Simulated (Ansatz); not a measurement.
# Swapping H for F on C: the atomisation energy

Gas-phase molecules. On one C centre that keeps GeH3, n of the H ligands are replaced by F. The atomisation energy (no zero-point term) y in kJ/mol at CCSD(T)/def2-TZVPP. Shapes: PBE0-D4/def2-TZVP. Programs: Ansatz 0.2.0.

| molecule | n | y (kJ/mol) |
| --- | --- | --- |
| GeH3(CH3) | 0 | 2473 |
| CH5FGe | 1 | ? |
| CH4F2Ge | 2 | 2503 |
| GeH3(CF3) | 3 | 2585 |

**Question.** Fit y = c + s·n to the known rows and predict CH5FGe.

**Answer.** 
1. Means of the 3 rows: n = 1.66667, y = 2520.3.
2. Σ(Δn)² = 4.6667, Σ(Δn·Δy) = 159.33, so the slope is 159.33/4.6667 = 34.142.
3. Intercept: 2520.3 − (34.142) × 1.66667 = 2463.4. The largest residual of the fit is 29.
4. CH5FGe: 2463.4 + (34.142) × 1 = 2498 kJ/mol.

The run gave 2460 kJ/mol, so the prediction is off by +38 kJ/mol, more than the largest residual. The step per swap changes from -13 to +82 kJ/mol along the series, so a line misses the bend: the ligands act on one another. The slope is only an average step. Other levels give for CH5FGe: r2SCAN-D4/def2-TZVPP 2504; wB97M-V/def2-TZVPP 2494 kJ/mol. Coupled cluster in double- or triple-zeta sets underbinds by a few per cent against its basis-set limit. Relativity is left out for Ge. Outer-core shells of Ge are correlated, in sets that cover them unevenly. The series isn't monotonic at this level.

Replacing H by F changes the atomisation energy little at first, then raises it by more at each further swap. The upward bend fits the well-known geminal effect of fluorine: lone pairs on one F donate into the σ* orbital of a neighbouring C–F bond, while the increasingly positive carbon strengthens the polar attraction to every F. A single F has no such partner, so the benefit probably sets in only with the second.

The initial change of -13 kJ/mol shouldn't be read as a C–F bond weaker than C–H, since the reverse is well established for simple fluoroalkanes. The likely cause is incomplete recovery of the correlation energy in this basis, which tends to cost a C–F bond more than a C–H bond; a weaker Ge–C bond may also contribute. The dip at one F is therefore much less secure than the later rise. Nor does a larger atomisation energy imply resistance to decomposition, because fluorine migration to germanium with loss of a carbene would form a strong Ge–F bond.
